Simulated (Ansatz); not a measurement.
**Abstraction of F: C3H7FO + C2HF2Si → C3H7O + C2HF3Si**

Gas-phase species: C3H7FO (2-fluoroethyl methyl ether) `COCCF`, singlet; C2HF2Si `C#C[Si](F)F`, doublet; C3H7O `[CH2]COC`, doublet; C2HF3Si `C#C[Si](F)(F)F`, singlet. A radical takes F: the energy is the difference in strength between the C–F bond broken and the Si–F bond made.

Shapes, held fixed at every level: PBE0-D4/def2-TZVP. Flexible molecules stand in one conformer, not always the lowest. Programs: Ansatz 0.2.0. The zero-point and thermal change to 298 K, harmonic and unscaled (PBE0-D4/def2-TZVP), is -10.3 kJ/mol.

```json
{"level": "MP2/def2-TZVPP", "kind": "perturbation theory", "ΔH(298 K) (kJ/mol)": "-226.0", "less CCSD(T)/CBS estimate": "+1.0"}
{"level": "HF/def2-SVP", "kind": "Hartree–Fock", "ΔH(298 K) (kJ/mol)": "-219.6", "less CCSD(T)/CBS estimate": "+7.4"}
{"level": "HF/def2-TZVPP", "kind": "Hartree–Fock", "ΔH(298 K) (kJ/mol)": "-247.3", "less CCSD(T)/CBS estimate": "-20.3"}
{"level": "SPW92/def2-TZVPP", "kind": "LDA", "ΔH(298 K) (kJ/mol)": "-183.6", "less CCSD(T)/CBS estimate": "+43.4"}
{"level": "B3LYP-D4/def2-TZVPP", "kind": "global hybrid", "ΔH(298 K) (kJ/mol)": "-212.3", "less CCSD(T)/CBS estimate": "+14.7"}
{"level": "PBE0-D4/def2-TZVPP", "kind": "global hybrid", "ΔH(298 K) (kJ/mol)": "-206.2", "less CCSD(T)/CBS estimate": "+20.8"}
{"level": "CCSD(T)/def2-SVP", "kind": "coupled cluster or CI", "ΔH(298 K) (kJ/mol)": "-195.6", "less CCSD(T)/CBS estimate": "+31.4"}
{"level": "CCSD(T)/CBS estimate", "kind": "coupled cluster or CI", "ΔH(298 K) (kJ/mol)": "-227.0", "less CCSD(T)/CBS estimate": "0.0"}
```

The highest level, CCSD(T)/CBS estimate, gives ΔH(298 K) = -227.0 kJ/mol; the levels span -247.3 to -183.6. The column of differences is taken from that level and isn't an error. No measured value is set beside it here. Open shells run unrestricted. The CBS estimate extrapolates MP2 from def2-TZVPP and def2-QZVPP and adds CCSD(T) − MP2 in the triple-zeta set, cores frozen.

Fluorine transfer from carbon to silicon is strongly exothermic at every level, with ΔH(298 K) = -227.0 kJ/mol at the highest. The Si–F bond formed is much stronger than the C–F bond broken. Silicon is more electropositive than carbon, so its bond to fluorine is more ionic, and donation from fluorine lone pairs into σ* orbitals at silicon strengthens it further. The carbon radical left behind is primary, with its unpaired electron not adjacent to oxygen, so it gains little compensating stabilisation.

Correlation makes the reaction less exothermic in both basis sets where Hartree–Fock can be compared with a correlated level, probably because it strengthens the more covalent C–F bond more than the Si–F bond. Enlarging the basis acts in the opposite direction, so the fairly close agreement of HF/def2-SVP with the highest level reflects cancellation rather than a balanced description of the two bonds. The large driving force doesn't establish that abstraction is fast, since no barrier was computed.
